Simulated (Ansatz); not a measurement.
# Ta2N (P-31m), a film clamped to a substrate

Method: DFT r2SCAN, scalar-relativistic, plane waves, PAW in Ansatz. Cutoff 500 eV, Γ-centred 12×12×8 k-points, Gaussian smearing of 0.15 eV. Spin–orbit coupling is left out, which can shift energies with elements as heavy as these. No spin polarisation. Energies are free energies at this smearing, counted from the undisturbed cell; pressure is positive in compression.

Zero of the scan (relaxed at this level; it needn't be the usual structure):

```
CELL_PARAMETERS angstrom
5.29092 0.00000 0.00000
-2.64546 4.58207 0.00000
0.00000 0.00000 4.93032
ATOMIC_POSITIONS crystal
Ta 0.66675 0.66675 0.75334
Ta 0.00000 0.33325 0.75334
Ta 0.33325 0.00000 0.75334
Ta 0.33325 0.33325 0.24666
Ta 0.00000 0.66675 0.24666
Ta 0.66675 0.00000 0.24666
N 0.66667 0.33333 0.50000
N 0.33333 0.66667 0.50000
N 0.00000 0.00000 0.00000
```

The cell (9 atoms, V0 = 119.53 Å³) is strained by p along both x and y and by q along z, fractional coordinates fixed. τp = (1/V0) ∂E/∂p = (σxx + σyy)(1 + p)(1 + q) and τq = (1/V0) ∂E/∂q = σzz(1 + p)², with tension positive.

```csv
p,q,ΔE (meV/atom),τp (GPa),τq (GPa)
0.000,0.000,0.00,-0.01,-0.04
-0.030,0.000,55.26,-46.07,-14.10
0.030,0.000,47.70,36.97,11.27
0.000,-0.030,20.17,-13.18,-16.75
0.000,0.030,17.36,12.07,13.51
```

Question: Get the second derivatives of the energy density.

Answer: Central differences give A = ∂τp/∂p = 1384 GPa (C11 + C22 + 2 C12), C = ∂τq/∂q = 504 GPa (C33) and the cross term B = ∂τq/∂p = 423 GPa (C13 + C23); ∂τp/∂q = 421 GPa must equal B, and any difference shows higher-order terms. Steps this large leave an error of some per cent of A or C in all of these, which can swamp a small B. The ions are clamped.

Question: A film of this crystal grows with z along the normal on a substrate that imposes p. How does its thickness respond, and what does the misfit cost?

Answer: Count p and q from the stress-free cell. A free surface needs τq = 0, so q = −(B/C) p = -0.84 p. The energy density left is (A − B²/C) p²/2 = M p², with the biaxial modulus M = 515 GPa; a misfit of 1 % costs 4.27 meV/atom, against 5.74 meV/atom if the thickness were held.

Forces appear on the atoms along this scan, and letting them relax would lower the energy and soften the response. In a metal these slopes depend on the k mesh and the smearing.

The larger value of A compared with C doesn't mean that the bonds in the plane are stiffer, since A comes from straining two axes at once. An elastically isotropic solid would have A equal to twice C plus B, and the computed values come close to that, so the response to these normal strains is nearly isotropic. This fits the structure: nitrogen sits in octahedral interstices of a nearly close-packed tantalum lattice, and the Ta d–N p bonds are inclined to both the plane and the normal. Stretching the film therefore loads the same bonds that resist a change in thickness, and no soft, layer-like direction appears.

The same bond network probably accounts for the sizeable coupling B, which lets thinning or thickening lower the cost of a 1 % misfit from 5.74 to 4.27 meV/atom. Compression costs more than equal extension along both directions, as expected when short-range repulsion rises faster than bonding weakens. Because x and y are always strained equally, the scan can't separate C11 from C12 or predict the response to uniaxial or shear misfit.
